## What the table counts

The density of states is the number of electronic states per unit of energy. Here each state is weighted by the part of it that lies inside a sphere around the indium nucleus, and that part is sorted by angular shape: round (s), dumbbell-like (p) or more strongly lobed (d). The values come from an all-electron calculation with a potential designed to give realistic band gaps. Energies are counted from the highest filled state, so negative rows are filled and positive rows are empty.

Density of states of InP (space group F-43m, measured COD cell, a = 5.861 Å) from Elk 11.2.3 (patched), all-electron APW+lo, TB-mBJ exchange with LDA correlation, scalar-relativistic, no spin, 10 × 10 × 10 k points, Fermi-Dirac smearing 0.082 eV. The s, p and d parts are taken inside the In sphere (radius 2.39 bohr), and energies are counted from the valence top.

| energy (eV) | s (states/(eV atom)) | p (states/(eV atom)) | d (states/(eV atom)) |
| --- | --- | --- | --- |
| -8.8 | 0.01 | 0.01 | 0.03 |
| -8.4 | 0.00 | 0.00 | 0.00 |
| -8.0 | 0.00 | 0.00 | 0.00 |
| -7.6 | 0.00 | 0.00 | 0.00 |
| -7.2 | 0.00 | 0.00 | 0.00 |
| -6.8 | 0.00 | 0.00 | 0.00 |
| -6.4 | 0.00 | 0.00 | 0.00 |
| -6.0 | 0.00 | 0.00 | 0.00 |
| -5.6 | 0.05 | 0.00 | 0.00 |
| -5.2 | 0.37 | 0.03 | 0.01 |
| -4.8 | 0.34 | 0.03 | 0.01 |
| -4.4 | 0.14 | 0.02 | 0.01 |
| -4.0 | 0.08 | 0.01 | 0.01 |
| -3.6 | 0.05 | 0.01 | 0.01 |
| -3.2 | 0.04 | 0.03 | 0.01 |
| -2.8 | 0.04 | 0.12 | 0.02 |
| -2.4 | 0.03 | 0.16 | 0.03 |
| -2.0 | 0.03 | 0.20 | 0.03 |
| -1.6 | 0.02 | 0.20 | 0.04 |
| -1.2 | 0.01 | 0.17 | 0.05 |
| -0.8 | 0.01 | 0.11 | 0.04 |
| -0.4 | 0.00 | 0.04 | 0.02 |
| 0.0 | 0.00 | 0.01 | 0.01 |
| 0.4 | 0.00 | 0.00 | 0.00 |
| 0.8 | 0.00 | 0.00 | 0.00 |
| 1.2 | 0.00 | 0.00 | 0.00 |
| 1.6 | 0.00 | 0.00 | 0.00 |
| 2.0 | 0.00 | 0.00 | 0.00 |
| 2.4 | 0.03 | 0.01 | 0.00 |
| 2.8 | 0.12 | 0.05 | 0.02 |
| 3.2 | 0.26 | 0.10 | 0.04 |
| 3.6 | 0.26 | 0.10 | 0.04 |
| 4.0 | 0.13 | 0.07 | 0.03 |
| 4.4 | 0.08 | 0.09 | 0.02 |
| 4.8 | 0.09 | 0.18 | 0.04 |
| 5.2 | 0.06 | 0.21 | 0.04 |
| 5.6 | 0.02 | 0.20 | 0.03 |
| 6.0 | 0.02 | 0.23 | 0.04 |
| 6.4 | 0.02 | 0.19 | 0.04 |
| 6.8 | 0.01 | 0.13 | 0.03 |

A sum over rows, multiplied by their spacing of 0.4 eV, turns the densities into a number of states. Only the indium sphere is counted. Most of the bonding charge of InP sits around phosphorus or between the spheres, so small entries don't mean that the crystal has few states at that energy.

## Two limits that give one fall

Suppose first that indium keeps to itself. A free indium atom has its outer s orbital, 5s, below its outer p orbital, 5p. With rising energy the indium weight is then first s and later p, and the s share of the two falls once.

Now take the opposite extreme, in which indium hands its three outer electrons to phosphorus. The filled states then belong to phosphorus, and both indium orbitals stand empty above the gap. They still come in the order s, then p, so the share again falls once. One fall is therefore the simple pattern in both limits, and what they have in common is that indium and phosphorus orbitals don't mix.

## The rows that break the pattern

Among the filled states the pattern starts well. In the rows from −5.6 to −3.2 eV, s makes up 0.89 of the summed s and p weight. From −2.8 eV to the valence top its share is only 0.12.

Above the gap the order starts afresh. In each row from 2.4 to 4.0 eV, s is again larger than p. Higher up p takes over once more, and from 4.8 eV to the end of the table the s share is down to 0.16. The share falls twice, and the rows where s returns are the break.

## How large the break is

A smooth continuation gives a measure of the break. Let the s share of the upper filled region simply carry on across the gap. This is lenient towards the simple pattern, because a share that went on falling would be lower still.

The rows from 2.4 to 4.4 eV hold s and p densities that add up to 1.30, which makes $1.30 \times 0.4 = 0.52$ states. With the carried-on share, s should supply $0.12 \times 0.52 \approx 0.06$ of them. The table gives 0.35, between five and six times as much.

Two printed decimals are coarse for such small entries, so rounding deserves a test. If every rounding error worked against the break, the s share would still be 0.16 below the gap and 0.65 above it. The output after this text lists these shares and bounds; the comparison has no adjustable constant.

## Why s comes back

When an indium orbital meets phosphorus orbitals of suitable shape and similar energy, the two combine into a pair of states. In the lower one they add up between the atoms and bind. In the upper one they cancel there, which costs energy. Both contain some of the indium orbital, so a single atomic orbital shows up at two energies.

For one orbital on each atom this can be written down. Let the indium orbital lie higher than the phosphorus orbital by $\Delta$, and let $V$ be the strength of their coupling. The indium part of the lower state is

$$w = \frac{1}{2}\left(1 - \frac{\Delta}{\sqrt{\Delta^2 + 4V^2}}\right),$$

and the upper state holds the remainder, $1 - w$. If $\Delta$ is much larger than $V$, $w$ goes to zero and the ionic limit returns. If $\Delta$ is zero, the indium orbital is shared equally between the two states. If the indium orbital is the lower of the two, $\Delta$ is negative and more than half of it goes into the lower state.

In InP, indium s and indium p are both expected to go through this splitting, with phosphorus 3p as the main partner in the filled rows from −5.6 eV upwards. Indium s also mixes with phosphorus 3s, whose band lies almost wholly below the table. The filled bands thus run from s to p, and the empty bands repeat the sequence. The double fall is what covalent mixing looks like from the indium side.

The amounts fit this picture. The filled bands from −5.6 eV upwards hold 0.48 electrons of s shape in the indium sphere, and the empty rows hold room for another 0.44. A purely ionic crystal should have much less in the filled part, only what the tails of phosphorus orbitals bring into the sphere. Such tails are present here too, and the table ends before all empty states are covered, so the near equality shouldn't be turned into a value of $\Delta$.

## Why p arrives in jumps

The p column has a break of its own. Between −3.2 and −2.8 eV it rises from 0.03 to 0.12, while s stays at 0.04. If there were merely more states of the same kind, s would have grown too. The new states must be of a different kind.

The band energies of the same calculation show where they come from. Up to about −3.1 eV only one of the three upper filled bands contributes, and it carries the bond made by indium s. There the second band begins, with the third soon after, and theory assigns to these two mainly phosphorus p bound to indium p.

A similar jump appears among the empty states, though its source is less clear-cut. Between 4.4 and 4.8 eV p doubles, while s changes by no more than rounding allows. The lowest empty band ends between these two rows, and the second empty band has its mean energy there, so the second band probably supplies most of the new p weight. Two further bands also begin at 4.65 eV, but only at one point of the band structure, so they add few states at first. At that point three states share one energy, as befits the three directions of a p orbital.

## What symmetry does at the gap

The change from p back to s is abrupt at the gap, and symmetry helps to explain why. At the valence top three states have the same energy and transform into one another like the three p directions. A round orbital on indium has no direction and can't take part in them. In the table s accordingly prints as zero in the last two rows up to the valence top, while p is still present.

The lowest empty state is single, and its expected symmetry lets a round orbital take part. By the standard assignment it is the antibonding combination of indium s with phosphorus s. Away from this special point of the band structure, phosphorus p joins in as well.

The band that starts at this state rises steeply, which leaves few states close to the edge. That is why the row at 2.0 eV prints zeros although the calculated gap is only 1.70 eV. The gap has to be taken from the band energies, since the rows would make it look too wide.

## How far the reading can be trusted

The calculated gap is itself too large: experiment gives roughly 1.4 eV, a rounded literature value. Spin-orbit coupling, which was left out, would close only a few hundredths of an eV of the difference. A different gap would mainly move the empty rows up or down together, so the order of s and p should survive, though no second calculation is at hand to test this.

The self-consistency cycle reached a steady energy but never met its test on the potential, and the remaining error is unknown. The steady energy is weak comfort, since the printed total leaves out exchange and correlation. A break by a factor of five is unlikely to hang on it. Differences of 0.01 between neighbouring rows carry no such assurance.

The row at −8.8 eV stands outside the argument. It catches only the upper edge of a separate band, expected to be mainly phosphorus 3s, and its entries are too small to show what that band is made of.

For a related compound, the question to ask is where the metal s orbital lies relative to the outer p orbitals of its partner, compared with their coupling. The further above them it lies, the weaker the metal s weight at the bottom of the filled bands should be, until only the sequence above the gap is left. If it lies far below them, most of the metal s weight should be filled, and little is left to return above the gap. Where the two energies are close, s should appear on both sides of the gap, as it does here.

The analysis program printed:

```
Bottom of the upper valence bands, eV from valence top: -5.35
Start of the second upper valence band, eV: -3.066
Conduction edge (gap), eV: 1.702
Start of the third conduction band, eV: 4.653
s share of s+p, lower valence region: 0.8917
s share of s+p, upper valence region: 0.1217
s share of s+p, lower conduction region: 0.6769
s share of s+p, upper conduction region: 0.1618
Upper valence s share if all rounding errors raise s and lower p: 0.1565
Lower conduction s share if all rounding errors lower s and raise p: 0.65
In s weight in the lower conduction region, states: 0.352
Same weight if the upper valence share carried on, states: 0.0633
Ratio of found to carried-on s weight: 5.56
Rise of p from -3.2 to -2.8 eV, factor: 4
Change of s from -3.2 to -2.8 eV, states/(eV atom): 0
Rise of p from 4.4 to 4.8 eV, factor: 2
Change of s from 4.4 to 4.8 eV, states/(eV atom): 0.01
Occupied In s in the upper valence bands, electrons in the sphere: 0.484
Occupied In p in the upper valence bands, electrons in the sphere: 0.456
Occupied In d in the upper valence bands, electrons in the sphere: 0.12
Empty In s between the gap and the end of the table, states: 0.44
```
